The energy error of a k-point mesh is the energy per atom on that mesh less the energy on a denser reference mesh, with atoms and cell held fixed. Here it was computed for metallic Al₃Cu₂ with the r2SCAN functional, and an 8×8×6 mesh served as reference. The table gives the errors of pressure and force in the same sense. The atoms were displaced and the cell slightly strained at random beforehand, so the forces in the reference are large, up to about 1.5 eV/Å.

Al₃Cu₂, 5 atoms in a cell with edges of 4.047, 4.025 and 4.981 Å, computed with Ansatz 0.2.0 (plane-wave PAW, r2SCAN, scalar-relativistic, no spin polarisation, cutoff 500 eV, Gaussian smearing of 0.1 eV). Gamma-centred k meshes are compared with 8×8×6 at fixed atoms and cell. Energies are for zero smearing, pressure is positive in compression, and force changes are the largest over atoms and axes.

| k mesh | energy less reference (meV/atom) | pressure less reference (GPa) | largest force change (eV/Å) | irreducible k points |
| --- | --- | --- | --- | --- |
| 1x1x1 | 2200 | 9.30 | 1.41 | 1 |
| 2x2x2 | 316 | 5.02 | 0.180 | 8 |
| 4x4x2 | -4.14 | 0.955 | 0.130 | 20 |
| 4x4x4 | 19.0 | 0.571 | 0.0608 | 36 |
| 6x6x4 | 1.47 | 0.006 | 0.0194 | 76 |

Four rough sizes set the scale for this cell. In another metal with edges of 4 to 5 Å the last two could differ severalfold, and even in sign, for the reasons given below. A single k point misses the energy by about 2 eV per atom, and a 2×2×2 mesh by about 0.3 eV. The 4×4×4 mesh is still off by about 20 meV, and the 6×6×4 mesh differs from the reference by 1 to 2 meV.

### Where the convergence test misleads

One row breaks the order. The 4×4×2 mesh differs from the reference by −4.14 meV/atom, and the 4×4×4 mesh, with twice as many points, by 19.0 meV/atom. Someone who knew only the first of these values might call the coarser mesh good to 5 meV. The next refinement would then move the energy by 23 meV, and the one after it would take back most of that change.

The forces rank the two meshes the other way round. The largest force change falls from 0.130 to 0.0608 eV/Å between them, and it falls at every other step of the table too. The extra points therefore do reduce the largest force errors, which lie along $z$, and the error of the mean pressure. Other errors grow. Among the force components along $x$ and $y$, the largest error rises from 0.024 to 0.046 eV/Å. The stress error rises from 2.9 to 3.2 GPa along $z$, and in size from 0.66 to 1.28 GPa along $y$. In the energy, what the extra points spoil is a balance on the coarser mesh.

### How a small error is put together

That balance can be made visible, because the meshes are nested. A mesh energy is in essence an average over k points, and the 4×4×4 mesh contains all 32 points of the 4×4×2 mesh plus 32 others. The others form a 4×4×2 mesh of their own, shifted by half a step along $c$. If the electron density and the Fermi level are nearly the same on all these meshes, the error $x$ of the shifted one follows from

$$\frac{-4.14+x}{2} = 19.0,$$

which gives $x\approx+42$ meV/atom. Two meshes with the same number of points would thus miss the energy by about −4 and +42 meV/atom, and they differ only in where the points lie. On this estimate, the small error of the unshifted mesh is owed to a lucky position and not to dense sampling.

The step from 2×2×2 to 4×4×2 would be no such evidence. The added points there offset an error of 316 meV/atom, but added points must offset the old error in every refinement that converges.

The value of $x$ is an estimate, because each mesh settles on its own density. One part of the assumption can be examined: on all meshes except the single point, the Fermi level lies within 0.1 eV of the reference, and between the 4×4×2 and 4×4×4 meshes, the two that enter the average, it differs by only 0.007 eV. The effect of the change in density was not computed separately.

### Why a metal behaves in this way

In a metal, some bands are filled in one part of k space and empty in another, and the Fermi surface is the boundary between the two. A mesh point counts as filled or empty according to the side on which it falls. A coarse mesh therefore renders the smooth boundary as a staircase. When the mesh is changed, the steps fall elsewhere, and the filled region may be over- or underweighted.

Smearing is meant to soften these steps by allowing partial filling near the Fermi level. Its width here is 0.1 eV. For free electrons of the same density, the energy changes by up to 2.7 eV from one k point to the next along the $c$ axis, even on the reference mesh. That figure is the slope of the free-electron band at the Fermi level times the spacing of the points. The smearing is far too narrow to bridge such a gap, and the staircase remains.

The size of the resulting error can be estimated by turning the problem round. A mesh of $N_1\times N_2\times N_3$ points is equivalent to a block of as many cells, repeated periodically. By Poisson's summation formula, the mesh error is a sum of contributions, one for each vector $L$ that carries the block onto a copy of itself. The sharp edge of the filled region makes each contribution a wave in $L$. For free electrons and large $k_FL$ it is, per atom,

$$\Delta E(L)\approx 6\,\frac{N}{n}\,E_F\,\frac{\sin k_FL}{(k_FL)^3}.$$

Here $N$ is the number of free-electron-like electrons in the cell, $n$ the number of atoms, $k_F$ the radius of the Fermi sphere and $E_F$ its energy above the band bottom. The sine allows either sign. The third power arises because the energy, counted from the Fermi level, goes to zero at the surface with a kink instead of a jump.

### One estimate in full

Take the 4×4×4 mesh. Three electrons from each aluminium atom and one from each copper atom make $N=11$ in a cell of $5\times14.06=70.3$ Å³. The filled d shell of copper is left out because it forms no Fermi surface of its own. The radius is then

$$k_F=\left(3\pi^2\times 11/70.3\right)^{1/3}\approx1.67\ \text{Å}^{-1},$$

and with $\hbar^2/2m=3.81$ eV Å² the energy $E_F$ is about 10.6 eV. The prefactor becomes $6\times(11/5)\times10.6\approx140$ eV.

The shortest repeat vectors come in two groups. Six lie in the plane, because the cell is nearly hexagonal, each about $4\times4.04\approx16.2$ Å long, so that $k_FL\approx27$ and each wave can reach $140/27^3$ eV, or 7 meV. Two lie along $c$, with $k_FL\approx33$ and about 4 meV each. If all eight waves were in step, they would add up to about 50 meV/atom, against a computed error of 19.0 meV/atom.

No row of the table enters this estimate, and it gives the right order of magnitude for three of the five meshes. For the single point and the 2×2×2 mesh it gives about 3200 and 400 meV/atom, not far above the computed errors. For the single point this agreement deserves little weight, since the formula assumes a Fermi level that hardly moves.

For the 4×4×2 and 6×6×4 meshes the estimate is more than ten times too large. In the first case the cancellation can be traced. Every repeat vector of the 4×4×4 block is also one of the 4×4×2 block, and these shared waves add up to about 19 meV/atom. The vectors that only the smaller block has must then supply about −23 meV/atom. In the second case there is no such test, and the waves may either cancel or be weaker in the real metal than for free electrons. The estimate omits longer repeat vectors, so it is a scale for the error and no strict bound.

With the sine kept, the model also suggests which waves cancel. For the 4×4×4 block the phases 27 and 33 lie one and a half to two radians past $8\pi$ and $10\pi$, so all eight waves are expected to be positive. The two shortest vectors that only the 4×4×2 block has lie along $c$, with $k_FL\approx1.67\times2\times4.981\approx16.6$. This is about a radian past $5\pi$, where the sine is negative, and the two waves together can reach about 60 meV. Positive shared waves, nearly offset by negative new ones, are the pattern found above, though the two parts taken from the table are about half the expected size or less.

This agreement should not be pressed further. With $k_FL$ near 27, a change of 3 % in $k_F$ shifts the wave by almost a radian, the longer vectors are left out, and the true Fermi surface departs from a sphere by an unknown amount. The sign and size of a small remainder such as −4.14 meV/atom are beyond the model.

### How to recognise the failure

The most useful warning is a disagreement between quantities. An energy error is a single signed number and can pass through zero on its way from one large value to another. The largest force change is taken over all atoms and axes, so it is small only when every component is. Compared with the 2×2×2 mesh, the 4×4×2 mesh has an energy error more than 70 times smaller, but its largest force change is lower by little more than a quarter. Such a contrast suggests that the energy is better than the sampling.

The pressure hides its errors in the same way. On the 6×6×4 mesh it differs from the reference by only 0.006 GPa. Yet the stress along $z$ is too high by 1.15 GPa, while the stresses along $x$ and $y$ are too low by 0.45 and 0.69 GPa. The pressure is the mean of the three, and in the mean they almost vanish.

Theory gives a reason why pressure should fare better than its parts. When a free-electron metal is compressed evenly, $k_F$ grows as $L$ shrinks, and the phase $k_FL$ stays the same. The pressure error would then be two thirds of the energy error divided by the volume, or about 0.14 GPa on the 4×4×4 mesh. The computed 0.571 GPa is larger, and on the 4×4×2 mesh even the sign differs, so the rule fails on both of these meshes. When the cell is stretched along one axis at constant volume, the phase changes, and it changes more the longer $L$ is. Errors in the differences between the stresses should therefore fall only as $1/L^2$, more slowly than those in the energy. Five meshes with changing signs are too few to test this power, but the advice that follows is simple: a cell whose shape is to be relaxed should be judged by its separate stresses.

The single k point betrays itself without any reference. The cell holds 47 electrons, an odd number, so with paired spins one level is left half filled, provided that no other lies close to it. Gaussian smearing of width $\sigma$ then lowers the free energy by $\sigma/\sqrt{\pi}$, which is 56.4 meV per cell for the width used. The calculation gives this very value, ten times that of the reference mesh. It describes one level pinned at the Fermi energy and not a sampled metal.

### What the reference can support

The 1.47 meV/atom of the 6×6×4 mesh is a difference between two meshes. No denser mesh was computed to test the reference, and the free-electron scale for the 8×8×6 mesh is itself about 8 meV/atom. The true error of either mesh may therefore exceed the difference between them. The stresses call for more caution still, since one of them moves by more than 1 GPa in the last step.

An insulator would behave differently under the same refinement. Its bands are either full or empty throughout k space, so there is no edge to produce the slowly decaying waves, and the error falls exponentially with $L$. Two successive meshes that agree are then good evidence of convergence. In a metal with narrow smearing, agreement between two meshes may be a crossing of zero, and it takes a third mesh, together with forces and separate stresses, to tell the difference.

The length $L$ also carries the result over to other cells of the same metal. A cell doubled along one axis needs only half the divisions along that axis, because the repeated block, and with it the error per atom, stays the same. Meshes are therefore best compared by the length of the block they represent and not by their number of points.
